## Changing the shape of a crystal without changing its volume

In YHSe, yttrium and hydrogen share flat layers, and selenium sits between these layers. The cell can be squashed or stretched along the axis normal to the layers while its width adjusts to keep the volume fixed. Squashing brings the layers together and spreads the atoms within them. Stretching does the reverse.

The table follows this deformation with the r2SCAN density functional. The axial ratio compares height over width with its starting value, so 1 is the starting cell. The energy change is counted from that cell, and pressure is positive in compression.

YHSe (space group P-6m2, starting cell a = 3.841 Å, c = 3.916 Å, not relaxed at this level) deformed along c at a fixed volume of 16.67 Å³ per atom, with fractional coordinates fixed. Calculated with Ansatz 0.2.0 using r2SCAN, plane-wave PAW, scalar-relativistic, no spin polarisation, a 500 eV cutoff, a 9×9×8 k mesh and Gaussian smearing of 0.05 eV.

| axial ratio (over its starting value) | energy change (meV/atom) | pressure (GPa) | gap on mesh (eV) |
| --- | --- | --- | --- |
| 0.85 | 142.1 | 0.57 | 0.629 |
| 0.92 | 38.4 | 0.10 | 1.237 |
| 0.96 | 9.6 | -0.01 | 1.630 |
| 1 | 0.0 | -0.02 | 2.055 |
| 1.05 | 12.4 | 0.10 | 2.517 |
| 1.1 | 49.3 | 0.35 | 2.653 |
| 1.2 | 188.5 | 1.25 | 1.669 |

**1. Which shape is lowest, and does a second stable shape appear?**

The starting shape has the lowest energy of the seven, and the energy rises steadily on both sides. There is no second minimum between 0.85 and 1.2. The starting cell had not been relaxed at this level of theory, yet the stresses of the same calculation place the minimum at a ratio of 1.001, almost exactly where the scan began.

This result holds for crystals that keep the symmetry of the start. That symmetry makes the forces on the atoms vanish in every row, even if a lower energy could be reached by moving hydrogen out of its layer. Such a move was not tested.

**2. Why does a ratio of 1.2 cost more than 0.85?**

Mainly because it is the larger deformation. A ratio of 0.85 is a shrinkage by a factor of 1/0.85, or about 1.18, which is less than 1.2. Factors are compared fairly by their logarithms, so the natural measure of the deformation is u = ln(axial ratio).

If the energy grew as u², the cost at 1.2 would be 1.26 times that at 0.85. The calculated factor is 1.33, so the crystal is only slightly stiffer when stretched. Using the ratio minus one as the strain would predict a factor of 1.78 and wrongly suggest that stretching softens it.

One likely source of the small extra stiffness is the Y–H bonds. They shorten by about 6 % at 1.2 and lengthen by about 6 % at 0.85. Repulsion between atoms steepens at short distance, so shortened bonds resist more strongly than lengthened ones. The Y–Se distances may add to the effect, since they grow by about 3 % at 1.2 but shrink by only about 1 % at 0.85. The calculation does not separate these contributions.

**3. Can the cost be estimated from a small deformation?**

Yes, because the crystal responds much like a spring. At fixed volume the height changes by the factor exp(2u/3) and each width by exp(−u/3). For a small step in u, the work done per unit volume is therefore the step times a restoring stress. That stress is two thirds of the difference between the in-plane and the axial stress (in-plane minus axial), both counted positive in compression. This restoring stress grows nearly in proportion to u, which gives

energy change per atom ≈ ½ K V u²,

where V is the volume per atom and K the stiffness against this change of shape. The slope of the restoring stress between ratios 0.96 and 1.05 gives K = 105 GPa.

For the largest stretch, u = ln 1.2 = 0.182 and V = 16.67 Å³. Then ½ × 105 GPa × 0.182² is about 1.74 GPa. Multiplying by V and dividing by 160.2 GPa Å³ per eV gives about 0.18 eV, or 180 meV, per atom.

The table has 188.5 meV/atom, and neither this energy nor the stress at 1.2 entered K. The formula comes within about 5 % of the calculated cost in each deformed row. Since stress and energy come from the same calculation, this shows how far the spring law reaches, not how accurate the functional is.

**4. If the crystal is that stiff, why is the pressure so small?**

The pressure is an average over directions, and here the directions oppose each other. At a ratio of 1.2 the crystal is compressed in the plane by 11.56 GPa and under a tension of 19.38 GPa along the axis. The average, (2 × 11.56 − 19.38)/3, is only about 1.25 GPa. The stresses nearly cancel because pressure responds mainly to a change of volume, and the volume is still that of the starting cell, where the pressure was almost zero.

Holding this shape would take both stresses at once, a squeeze in the plane and a pull along the axis. The pressure column shows neither: at 1.2 the axial stress is more than fifteen times as large and opposite in sign.

**5. Why does the gap turn round while the energy stays smooth?**

The energy collects contributions from all occupied states, whereas the gap depends on just two: the highest occupied and the lowest empty one. If another state overtakes either of them, the gap can change direction abruptly while the total energy hardly notices.

The table shows such a change of direction. The gap grows by 2.0 eV from 0.85 to 1.1, then loses 1.0 eV by 1.2. A straight line in u, fitted by least squares to the five rows up to 1.05, follows those rows to about 0.05 eV but overshoots by 2.0 eV at 1.2.

A change of the states that form the band edges is the natural reading. Squashing brings atoms of the same element closer along the axis, and stretching brings them closer within the plane. Closer neighbours generally broaden bands, so different bands may limit the gap at the two ends. This assignment is a suggestion; the gaps alone do not identify the states.

**6. Which digits would survive a change of settings?**

The difference of 0.01 GPa between the pressures at 0.96 and 1 is too small to be relied on without a test of cutoff and mesh. The gaps deserve less trust than their three decimals suggest. r2SCAN usually makes gaps too small, while a mesh that misses a band edge makes them too large. Spin–orbit coupling, left out here, would shift the edges as well.

The reversal of the gap, about 1 eV deep, is a much larger feature than the last digits. Its exact position and depth are less secure, because a band edge may lie between the k points. With nine divisions in the plane, for instance, the mesh misses M, the centre of the zone's side faces.

**7. What should one expect at a ratio of 1.15?**

For the energy, the spring law is a sound guide: with u = ln 1.15 = 0.140 it gives roughly 110 meV/atom. The gap needs more care, because 1.15 probably lies beyond the change of direction. Continuing the rise seen up to 1.05 would then give too large a value, and one between the gaps at 1.1 and 1.2 is the safer guess.

Straight lines through the rising and falling parts meet near a ratio of 1.09 and a gap of 2.8 eV. The falling line rests on two rows and assumes that the row at 1.1 already belongs to the falling part, so this is only a rough location for the maximum, which may also be rounded. To place it, one would calculate more shapes between 1.05 and 1.2.
